## A mass that scales with an energy distance

A light hole owes its small mass to an empty state not far above it. Let $E$ be the energy from the top of the valence band up to the s-like conduction state at the same point of the zone. As long as $E$ is only a few electronvolts, the light mass is nearly proportional to it: halve the distance and the mass roughly halves. The table invites us to put the band gap in place of $E$, since hole mass and gap rise together from SiGe3 to Si5Ge2, apart from two dips in the mass. That reading fails, and the reason explains most of the irregular rows.

Silicon–germanium crystals computed with Ansatz 0.2.0: scalar-relativistic DFT with PBE, plane waves (cutoff 420 eV) and PAW, without spin polarisation or dispersion correction, Gaussian smearing 0.02 eV. Gaps are between Kohn–Sham band edges over the whole zone; masses are from central differences with a step of 0.02 Å⁻¹, x, y and z being Cartesian axes.

```tsv
system	k mesh	space group	volume (Å³/atom)	shortest distance (Å)	band gap (eV)	gap kind	lightest hole mass along x, y or z (electron masses)
SiGe3 (I-42d)	10x10x10	I-42d	22.87	2.43	0.367	indirect	0.0274
Si3Ge2 (Imma)	12x12x12	Imma	21.67	2.38	0.401	indirect	0.0639
Si2Ge (Imma)	12x12x12	Imma	21.44	2.37	0.473	indirect	0.0725
Si4Ge3 (R-3)	6x6x6	R-3	21.74	2.36	0.575	indirect	0.0671
Si3Ge (I-42d)	10x10x10	I-42d	21.17	2.37	0.589	indirect	0.116
Si4Ge (I4_1/a)	6x6x6	I4_1/a	21.02	2.37	0.595	indirect	0.104
Si5Ge2 (R32)	6x6x6	R32	23.34	2.37	0.676	indirect	0.157
```

## Where the scaling comes from

In a diamond-like crystal the valence top at the zone centre is made of three p-like states. Move away from the centre by a small wave vector $k$. The p state that points along $k$ now mixes with the s-like conduction state, while the two p states at right angles to $k$ don't, by symmetry. The mixing grows in proportion to $k$, so second-order perturbation theory pushes the valence state down by an amount proportional to $k^2/E$.

Free-electron motion alone would bend the band upwards with mass 1. Adding the push gives, for the hole mass $m$ in electron masses,

$$\frac{1}{m}=\frac{P}{E}-1,\qquad\text{or}\qquad \frac{m}{1+m}=\frac{E}{P}.$$

Here $P$ is the strength of the s–p coupling, an energy of some tens of electronvolts that differs little between silicon and germanium. One hole band should therefore react strongly to $E$ and the other two hardly at all.

## Exchanging silicon and germanium

Si3Ge and SiGe3 test this. They share a space group and the same diamond supercell, with the numbers of Si and Ge atoms exchanged. From Si3Ge to SiGe3 the lightest hole mass falls from 0.116 to 0.0274, a factor of 4.2. The next hole band along the same cube edge changes by only 7%. Germanium does not make all holes lighter to the same degree; it acts mainly on the band that the s state can reach.

The gap shrinks by a factor of only 1.6 between these two crystals, so it can't be the distance that sets the mass. Every gap in the table is indirect: its upper end lies elsewhere in the zone, in a valley with its own dependence on composition. That valley is silicon-like in Si3Ge and germanium-like in SiGe3. Gap and mass both tend to fall as germanium is added, which is why they look linked.

## From composition to mass

The s level of germanium lies deeper relative to its p level than that of silicon, and the longer bonds lower the empty s-like state further. In pure germanium this level of theory nearly closes $E$. The simplest guess is a straight line in the germanium fraction $x$ that reaches zero at $x=1$:

$$\frac{m}{1+m}=C\,(1-x).$$

A least-squares fit to the six diamond-like rows, all but Si5Ge2, gives $C=0.1025$. It uses light-hole masses along the diagonal of a cube face, with one exception. The x axis of Si4Ge3 is turned away from that diagonal, but the light mass differs by less than one percent among the directions computed in the same plane, so the printed value is kept. Along the diagonal, p-like conduction states add to the push of the s-like one, so $C$ is an empirical constant and not a measure of the s–p coupling alone. For the same reason the line does not trace $E$ itself, and it holds for this direction only. It asks for a factor of 3 in $m/(1+m)$ between Si3Ge and SiGe3. Along the diagonal the factor is 3.1, but along the cube edge it is 3.9, which points to an $E$ that falls faster than $1-x$.

Take Si3Ge2, which was part of the fit. Two atoms in five are germanium, so $1-x=0.6$ and the right-hand side is $0.1025\times0.6=0.0615$. The mass is then $0.0615/(1-0.0615)=0.0655$, against 0.0639 in the table.

The line meets five of the six masses within 5% and misses Si4Ge3 by 7%. If the mass is tied to the printed gap instead, again with one fitted constant, SiGe3 comes out almost twice too heavy. The good fit does not prove the mechanism, because interpolating the mass itself would give nearly the same line. The stronger evidence is that the neighbouring hole band stays put. The distance $E$ was not identified in these calculations; the smallest vertical gap is no safe substitute, since the larger cells fold other conduction states onto the zone centre.

## Two crystals seen from different sides

Si4Ge has less germanium than Si3Ge and should have the heavier light hole, yet the table gives 0.104 against 0.116. The cause is the choice of axes. The table lists the smallest mass along x, y or z, and these axes are tied to each crystal's cell. In Si3Ge they are the cube edges of the diamond lattice; in Si4Ge the x axis is turned 18 degrees away from an edge.

The light band is lighter towards the face diagonal, so the turned axis makes Si4Ge look lighter than it is by comparison. Along the z axis, a cube edge in both crystals, the expected order returns: Si4Ge is 5% heavier in the computed masses. The true difference is somewhat larger, because the bands were sorted by energy and the light band along z is therefore counted from a level about a millielectronvolt below its real start. For the fit, its mass along the face diagonal was worked out from the masses in two other directions of the same plane.

## Gaps that leave the order of composition

Si4Ge3 contains more germanium than Si2Ge but has the wider gap, 0.575 against 0.473 eV. Its lightest hole is nevertheless the lighter one, as its composition suggests. This pair shows again that the two columns answer to different things.

The arrangement of the atoms probably matters for the gap. In Si2Ge and Si3Ge2 a single hole band stands alone at the top, with no other within 30 meV, whereas the other diamond-like crystals have three bands within 20 meV. An ordering that lifts one p state out of the group raises the valence edge and narrows the gap. How much of the difference comes from this, and how much from the conduction side, was not separated. Si4Ge3 also misses the line by 7%, and its light hole is heavier than that of Si3Ge2, 0.0671 against 0.0639, although it holds more germanium. There is no firm explanation. The irregular rows may rather be the two crystals with the lifted p state, since a raised valence top shortens $E$ and so lightens the hole; this was not tested.

Si5Ge2 belongs to another family. Its primitive cell holds seven atoms, an odd number that a diamond lattice with two atoms per lattice point can't give, and its valence top lies away from the zone centre. The argument about three p states doesn't apply there. Its place at the end of the table, with the widest gap and the heaviest of the listed holes, does not extend the trend of the other six.

## How far to trust the light masses

The method matters most where $E$ is small, in SiGe3. The functional makes $E$ too small in germanium-rich crystals, and so the hole too light. The finite step of the central difference works the other way: over one step the light band drops by 0.06 eV, which is not small beside the smallest vertical gap of 0.458 eV, so the band is expected to be flattening already and the printed mass to lie above the mass at the band edge. Spin–orbit coupling, which is absent here, would mix the three p states and leave the light hole only part of the s–p coupling, which is expected to make it heavier, though the valence top rises at the same time and takes back part of the effect.

The gaps come from a search over the whole zone. In Si4Ge3 and Si4Ge this search lowered the gap found on the coarse mesh by more than a tenth of an electronvolt, and a band crossing between the sampled points could still be missed in any row.

For practical use, the printed gap is a poor guide to the light-hole mass. Within the six diamond-like crystals the germanium fraction is a much better one, provided that masses are compared along the same crystal direction.
